\section*{Occupation-number Euler equations in the uniform electron gas}

\subsection*{Problem}

Take the spin-unpolarised uniform electron gas at $r_s=6$ bohr, the dilute end of the range $r_s\approx 2$--$6$ bohr typical of simple metals. Formulas are in Hartree atomic units; 1~Ha $=27.2114$~eV and $k_B=8.61733\times10^{-5}$~eV/K. The basic variable is the one-body reduced density matrix $\gamma$. Only translationally invariant $\gamma$ are admitted, so the natural orbitals are plane waves and $\gamma$ is fixed by the occupation $n(k)$ of each spin orbital, with $0\le n\le1$. The Hartree energy cancels against the background, and the energy per volume is modelled as
\begin{equation}
\frac{E}{V}=2\!\int\!\frac{d^3k}{(2\pi)^3}\frac{k^2}{2}\,n(k)-\int\!\frac{d^3k\,d^3k'}{(2\pi)^6}\,\frac{4\pi}{|\mathbf k-\mathbf k'|^2}\,f\big(n(k),n(k')\big),
\label{E}
\end{equation}
at fixed density $\rho=2\int d^3k\,n(k)/(2\pi)^3=3/(4\pi r_s^3)$. The choice $f=nn'$ is Hartree--Fock (HF), and $f=\sqrt{nn'}$ is the M\"uller functional.

(a) State the conditions on $\varepsilon(k)=\partial E/\partial n_{\mathbf k\sigma}$ at the minimum. (b) Test them for the filled HF Fermi sphere. (c) Solve them for the M\"uller functional and tabulate $n$ and $\varepsilon$ at $k/k_F=0,\,0.5,\,1,\,1.5,\,2$. (d) Decide whether a zero-temperature non-interacting system can deliver this $n(k)$. (e) Find the levels of a non-interacting system that delivers it at $T=300$~K, and give the size of the entropy term involved.

\subsection*{(a) Why the Euler conditions hold}

Gilbert (1975) extended the Hohenberg--Kohn argument to nonlocal potentials, which makes the ground-state energy a functional of $\gamma$. The admissible (ensemble-representable) $\gamma$ are those with $0\le n_i\le1$ and $\sum_i n_i=N$. Assume $E$ is differentiable and write $\varepsilon_i=\partial E/\partial n_i$ at fixed orbitals. Move a small amount $\delta>0$ of charge from a donor $j$, which needs $n_j>0$, to an acceptor $i$, which needs $n_i<1$. Then $\delta E=(\varepsilon_i-\varepsilon_j)\,\delta$, and at a minimum this cannot be negative.

\paragraph{Predict.} What follows if two orbitals are both fractionally occupied?

Each can donate and each can accept, so $\varepsilon_i\ge\varepsilon_j$ and $\varepsilon_j\ge\varepsilon_i$ hold together. All fractional orbitals share one value $\mu$, the Lagrange multiplier of $N$. A full orbital can only donate and an empty one can only accept:
\begin{equation}
\varepsilon_i=\mu\;\;(0<n_i<1),\qquad \varepsilon_i\le\mu\;\;(n_i=1),\qquad \varepsilon_i\ge\mu\;\;(n_i=0).
\label{KKT}
\end{equation}
The effective one-body Hamiltonian is $\hat h=\delta E/\delta\gamma$. Stationarity under orbital rotations gives $(n_i-n_j)h_{ij}=0$, so $\hat h$ can be taken diagonal in the natural orbitals, with eigenvalues $\varepsilon_i$. On the fractionally occupied subspace it equals $\mu$ times the identity.

For the gas, differentiating \eqref{E} with respect to one spin orbital and doing the angular integral gives
\begin{equation}
\varepsilon(k)=\frac{k^2}{2}-\frac{1}{\pi k}\int_0^\infty\! dk'\,k'\ln\left|\frac{k+k'}{k-k'}\right|\,\frac{\partial f(n,n')}{\partial n}.
\label{eps}
\end{equation}
The interaction energy is $-\frac{1}{2V}\sum_\sigma\sum_{\mathbf k\neq\mathbf k'}$, and the orbital $\mathbf k\sigma$ occurs in both slots of the symmetric $f$, which removes the factor $\frac12$.

The density data are $\rho=1.105\times10^{-3}$ bohr$^{-3}$ and $k_F=(9\pi/4)^{1/3}/r_s=0.3199$ bohr$^{-1}$.

\subsection*{(b) Hartree--Fock: only the inequalities act}

\paragraph{Predict.} The kernel $4\pi/|\mathbf k-\mathbf k'|^2$ is the transform of the positive function $1/r$. Does the HF functional favour fractional or integer occupations?

A positive transform makes the quadratic form in $n$ positive, and it enters \eqref{E} with a minus sign. The HF energy is concave in $n$, so it is lowest at corners of the allowed set, where $n$ is 0 or 1. For $n=\theta(k_F-k)$ and $x=k/k_F$, Eq.~\eqref{eps} gives
\begin{equation}
\varepsilon_{\rm HF}=\frac{k^2}{2}-\frac{2k_F}{\pi}\left[\frac12+\frac{1-x^2}{4x}\ln\left|\frac{1+x}{1-x}\right|\right].
\end{equation}
\begin{center}
\begin{tabular}{lccccc}
$k/k_F$ & 0 & 0.5 & 1 & 1.5 & 2\\ \hline
$\varepsilon_{\rm HF}$ (Ha) & $-0.2036$ & $-0.1729$ & $-0.0507$ & $0.0816$ & $0.1867$
\end{tabular}
\end{center}
The bracket falls monotonically with $x$, so $\varepsilon_{\rm HF}$ rises monotonically. Full orbitals lie below $\mu_{\rm HF}=\varepsilon_{\rm HF}(k_F)=-0.0507$~Ha $=-1.38$~eV and empty ones above it, as \eqref{KKT} demands. The energy per electron is $e_{\rm HF}=\frac{3}{10}k_F^2-\frac{3k_F}{4\pi}=0.0307-0.0764=-0.0457$~Ha, and $\mu=e-\frac{r_s}{3}\,de/dr_s$ returns the same $\mu_{\rm HF}$. Here $\hat h$ has a real spectrum, and filling it from the bottom regenerates $n(k)$.

\subsection*{(c) M\"uller: only the equality acts}

Now $\partial f/\partial n=\frac12\sqrt{n'/n}$.

\paragraph{Predict.} Can any orbital, however large its $k$, be empty?

No. As $n(k)\to0$ the interaction term in \eqref{eps} tends to $-\infty$, which contradicts $\varepsilon\ge\mu$. Suppose also that no orbital is full. With $\varphi=\sqrt n$, the condition $\varepsilon(k)=\mu$ multiplied by $\varphi(k)$ reads
\begin{equation}
\frac{k^2}{2}\varphi(k)-\frac12\int\!\frac{d^3k'}{(2\pi)^3}\frac{4\pi}{|\mathbf k-\mathbf k'|^2}\,\varphi(k')=\mu\,\varphi(k).
\label{H}
\end{equation}

\paragraph{Predict.} Which textbook equation is this, and what is $\mu$?

It is the momentum-space Schr\"odinger equation for the potential $-Z/r$ with $Z=\frac12$. To see it directly, try $\varphi\propto(k^2+\kappa^2)^{-2}$. The transform of $e^{-\kappa r}$ is $8\pi\kappa/(k^2+\kappa^2)^2$ and that of $e^{-\kappa r}/r$ is $4\pi/(k^2+\kappa^2)$. The convolution in \eqref{H}, divided by $\varphi(k)$, is therefore $(k^2+\kappa^2)/2\kappa$, and
\begin{equation}
\varepsilon(k)=\frac{k^2}{2}\Big(1-\frac{1}{2\kappa}\Big)-\frac{\kappa}{4}.
\end{equation}
This is independent of $k$ only for $\kappa=\frac12$ bohr$^{-1}$, where $\mu=-\frac18$~Ha $=-3.40$~eV. Write $n=A(1+4k^2)^{-4}$. With $u=2k$ and $\int_0^\infty u^2(1+u^2)^{-4}du=\pi/32$, the density is $\rho=A/256\pi$, hence
\begin{equation}
n(k)=\frac{192}{r_s^3}\,\frac{1}{(1+4k^2)^4}.
\label{n}
\end{equation}
This obeys $n\le1$ for $r_s\ge192^{1/3}=5.77$ bohr. At $r_s=6$ bohr, $A=8/9$. Since $-\sqrt{nn'}$ is jointly convex and the kernel is positive, the functional is convex in $n$, and satisfying \eqref{KKT} suffices for the minimum.
\begin{center}
\begin{tabular}{lccccc}
$k/k_F$ & 0 & 0.5 & 1 & 1.5 & 2\\ \hline
$n(k)$ & 0.8889 & 0.6020 & 0.2254 & 0.0653 & 0.0184\\
$k^2/2$ (Ha) & 0 & 0.0128 & 0.0512 & 0.1151 & 0.2046\\
interaction (Ha) & $-0.1250$ & $-0.1378$ & $-0.1762$ & $-0.2401$ & $-0.3296$\\
$\varepsilon(k)$ (Ha) & $-0.1250$ & $-0.1250$ & $-0.1250$ & $-0.1250$ & $-0.1250$
\end{tabular}
\end{center}
The nonlocal interaction term cancels the kinetic dispersion at every $k$. For the trial family the energy per electron is $e(\kappa)=\kappa^2/2-\kappa/2$. At $\kappa=\frac12$ the kinetic part is $+\frac18$~Ha, the interaction part $-\frac14$~Ha and the total $-\frac18$~Ha. It does not depend on $r_s$, so the thermodynamic relation gives $\mu=e$, in accord with the eigenvalue of \eqref{H}.

\paragraph{Predict.} What happens at $r_s=4$ bohr, where \eqref{n} would give $n(0)=3$?

An all-fractional minimiser would be a positive solution of \eqref{H}, and the only one is the nodeless ground state, whose amplitude now exceeds the bound. Empty orbitals are excluded, so some orbitals must be pinned at $n=1$ with $\varepsilon\le\mu$, while the rest remain degenerate at $\mu$.

\subsection*{(d) No zero-temperature Kohn--Sham system}

A Slater determinant has $\gamma^2=\gamma$. For \eqref{n} the departure from idempotency per electron is
\begin{equation}
\frac1N\sum_{\mathbf k\sigma}n(1-n)=1-\frac{33}{128}A=0.771,
\end{equation}
so no determinant reproduces it, whatever the potential. A zero-temperature ensemble of non-interacting electrons may have fractional occupations, but only in levels lying exactly at $\mu$.

\paragraph{Predict.} What Hamiltonian does that force here, and what does it tell you about $n(k)$?

Every $k$ is fractional, so $\hat h_s=\mu\hat 1$, which is the Euler result of part (c). All $N$-electron states of this Hamiltonian have energy $\mu N$, including the filled sphere of part (b). It admits \eqref{n} and does not select it. The Kohn--Sham cycle of building $\hat h$, diagonalising it and filling the lowest levels has nothing to order at the solution. In density-functional theory the auxiliary system has to match only $\rho$, and the filled sphere does that. The same obstruction applies to the exact gas, where scattering is expected to leave $0<n(k)<1$ at all $k$, provided the exact functional is differentiable there.

\subsection*{(e) The system that exists at finite temperature}

A grand-canonical non-interacting system has $n=[1+e^{(\varepsilon_s-\mu)/k_BT}]^{-1}$, which maps the real line one-to-one onto $0<n<1$. Inverting,
\begin{equation}
\varepsilon_s(k)=\mu+k_BT\ln\frac{1-n(k)}{n(k)}.
\label{epsT}
\end{equation}
The same relation is the finite-temperature Euler equation. Let $F[\gamma]$ be the free-energy functional, define the non-interacting entropy
\begin{equation}
S_0=-k_B\sum_{\mathbf k\sigma}\big[n\ln n+(1-n)\ln(1-n)\big],\qquad \frac{\partial S_0}{\partial n}=k_B\ln\frac{1-n}{n},
\end{equation}
and split $F=F_r-TS_0$, which defines the remainder $F_r$. Then $\partial F/\partial n=\mu$ is \eqref{epsT} with $\varepsilon_s=\partial F_r/\partial n$. An orbital with $n=1$ or $n=0$ would need $\varepsilon_s=-\infty$ or $+\infty$. When \eqref{epsT} is used only to represent a given $n(k)$, a common shift of $\mu$ and all levels is free, so only $\varepsilon_s-\mu$ is tabulated.

\paragraph{Predict.} The bare kinetic energy spans $0.2046$~Ha $=5.57$~eV between $k=0$ and $2k_F$. How wide is $\varepsilon_s$ over that range at 300~K, and does it cross $\mu$ at $k_F$?

With $k_BT=25.85$~meV $=0.950$~mHa and the unrounded $n(k)$ of \eqref{n}:
\begin{center}
\begin{tabular}{lccccc}
$k/k_F$ & 0 & 0.5 & 1 & 1.5 & 2\\ \hline
$\ln[(1-n)/n]$ & $-2.079$ & $-0.414$ & 1.235 & 2.661 & 3.978\\
$\varepsilon_s-\mu$ (meV) & $-53.8$ & $-10.7$ & 31.9 & 68.8 & 102.8
\end{tabular}
\end{center}
The width is 156.6~meV. The crossing lies where $n=\frac12$, that is $1+4k^2=(2A)^{1/4}$, or $k=0.1967$ bohr$^{-1}=0.615\,k_F$. The potential that produces these levels is $v_s(k)=\varepsilon_s(k)-k^2/2$, and at $2k_F$ one finds $v_s-\mu=0.10-5.57=-5.47$~eV. At large $k$, $\varepsilon_s-\mu\to k_BT\,[8\ln 2k-\ln A]$ grows only logarithmically, so $v_s$ follows $-k^2/2$ without bound. A local potential in a uniform system is a constant and cannot do this; $v_s$ is necessarily nonlocal.

\paragraph{Predict.} Hold $n(k)$ fixed and lower $T$. Where do the levels go?

The width is proportional to $T$: 15.7~meV at 30~K, and zero in the limit. The levels collapse onto $\mu$, which is the degenerate $\hat h$ of part (d). The ratio $(\varepsilon_s-\mu)/k_BT$ carries the information on $n(k)$, and it is lost at $T=0$.

\paragraph{Size of the entropy term.} The table represents the \emph{zero-temperature} $n(k)$ by a thermal ensemble. That is not the same as solving a model at 300~K. Numerical integration with $n=A(1+u^2)^{-4}$ gives
\begin{equation}
s_0=\frac{S_0}{Nk_B}=-\frac{32}{\pi A}\int_0^\infty\! du\,u^2\big[n\ln n+(1-n)\ln(1-n)\big]=3.19,
\end{equation}
so $TS_0/N=82$~meV, comparable to the width of $\varepsilon_s$. If $F_r$ is approximated by the M\"uller energy, this term reshapes $n(k)$ at first order in $T$. Estimate the change within the trial family $n=A(1+k^2/\kappa^2)^{-4}$, where $A\propto\kappa^{-3}$ at fixed density and $e''(\kappa)=1$. Differentiating $s_0$ gives $-A\,ds_0/dA=-\frac{32}{\pi A}\int_0^\infty u^2\ln(1-n)\,du=1.18$, so
\begin{equation}
\delta\kappa=k_BT\,\frac{ds_0}{d\kappa}=k_BT\,\frac{3\times1.18}{\kappa}=0.0067\ \text{bohr}^{-1},
\end{equation}
and $n(0)$ drops by $3\,\delta\kappa/\kappa\approx4\%$. That approximation also leaves $3.19\,k_B$ per electron as $T\to0$, whereas the entropy of a Fermi liquid vanishes linearly in $T$. For free electrons at this density, with $E_F=1.392$~eV, it is $\frac{\pi^2}{2}k_BT/E_F=0.092$ in units of $k_B$ at 300~K. In the exact theory $F_r$ must contain a correlation entropy that cancels $S_0$ as $T\to0$.

\subsection*{What belongs to the model}

The conditions \eqref{KKT} and the inversion \eqref{epsT} are general. The numbers of parts (c)--(e) are the M\"uller model's. Its correlation energy at $r_s=6$ bohr is $-0.1250+0.0457=-0.0793$~Ha per electron, roughly three times the value of about $-0.025$~Ha typical for the gas at this density. It depletes the Fermi sphere too strongly and lacks the jump of $n(k)$ at $k_F$ that a Fermi liquid retains. With such a jump from $n_-$ down to $n_+$, both fractional, $\varepsilon(k)$ at $T=0$ would still equal $\mu$ on both sides of $k_F$, and the levels \eqref{epsT} would jump upward there by $k_BT\ln\left[n_-(1-n_+)/n_+(1-n_-)\right]$.